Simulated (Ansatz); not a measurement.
## Cu: pressure and energy change per atom against volume scale

Plane-wave DFT, scalar-relativistic PAW made under PBE with cores redone for the functional, no dispersion; the given relaxed cell is scaled uniformly, energy at zero smearing counts from the unscaled cell, pressure at the given Fermi-Dirac smearing is positive in compression. The results are calculated, by Ansatz 0.2.0.

The cell before it is scaled or strained (space group Fm-3m, No. 225):
```
Cu
1.0
      0.0000     1.7881     1.7881
      1.7881     0.0000     1.7881
      1.7881     1.7881     0.0000
Cu
1
Direct
  0.00000 0.00000 0.00000
```

Settings of every row: spin polarised no; functional r2SCAN; wave cutoff 500 eV; smearing width 0.1 eV; k mesh 25x25x25.

Atom starting moment: 0 on all atoms.

| row | volume scale | V (Å³/atom) | pressure (GPa) | energy change per atom (meV) |
| --- | --- | --- | --- | --- |
| 1 | 0.88 | 10.062 | 28.83 | 108.5 |
| 2 | 0.92 | 10.519 | 16.85 | 44.16 |
| 3 | 0.96 | 10.977 | 7.45 | 10.17 |
| 4 | 1.04 | 11.892 | -5.73 | 8.54 |
| 5 | 1.08 | 12.349 | ? | ? |
| 6 | 1.12 | 12.806 | -13.79 | 66.39 |

Question: what pressure and energy change per atom should row 5 give?

Worked fit of pressure. Take u = (V_r/V)^(2/3) − 1 with V_r = 10.977 Å³ an atom, which is twice the finite (Eulerian) strain; such expansions in the strain, on which the Birch-Murnaghan equation of state is built, carry the rest volume and the bulk modulus. The shown rows have u = 0.05974, 0.02882, 0, -0.05198, -0.09764. Least squares give pressure = 7.503 + 303.14 × u + 877.9 × u² GPa; a straight line predicts inner rows, each left out in turn, worse (root mean square 2.5 against 0.2 GPa). The rows lie off it by 0.08, -0.12, -0.05, 0.15, -0.06 (root mean square 0.099 GPa). The withheld row has u = -0.07551, so the fit gives 7.503 + 303.14 × (-0.07551) + 877.9 × (-0.07551)² = -10.38 GPa.

The calculation gave -10.26 GPa. The fit lies 0.12 GPa (1.2 % of the value, 0.28 % of the column's range) below it; its largest miss of a shown row is 0.15 GPa.

Worked fit of energy change per atom. Take u = (V_r/V)^(2/3) − 1 with V_r = 10.977 Å³ an atom, which is twice the finite (Eulerian) strain; such expansions in the strain, on which the Birch-Murnaghan equation of state is built, carry the rest volume and the bulk modulus. The shown rows have u = 0.05974, 0.02882, 0, -0.05198, -0.09764. Least squares give energy change per atom = 10.621 + 791 × u + 14003.8 × u² meV; a straight line predicts inner rows, each left out in turn, worse (root mean square 40 against 1.6 meV). The rows lie off it by 0.65, -0.89, -0.45, 1.20, -0.50 (root mean square 0.79 meV). The withheld row has u = -0.07551, so the fit gives 10.621 + 791 × (-0.07551) + 14003.8 × (-0.07551)² = 30.74 meV.

The calculation gave 31.74 meV. The fit lies 1.00 meV (3.2 % of the value, 1 % of the column's range) below it; its largest miss of a shown row is 1.20 meV.
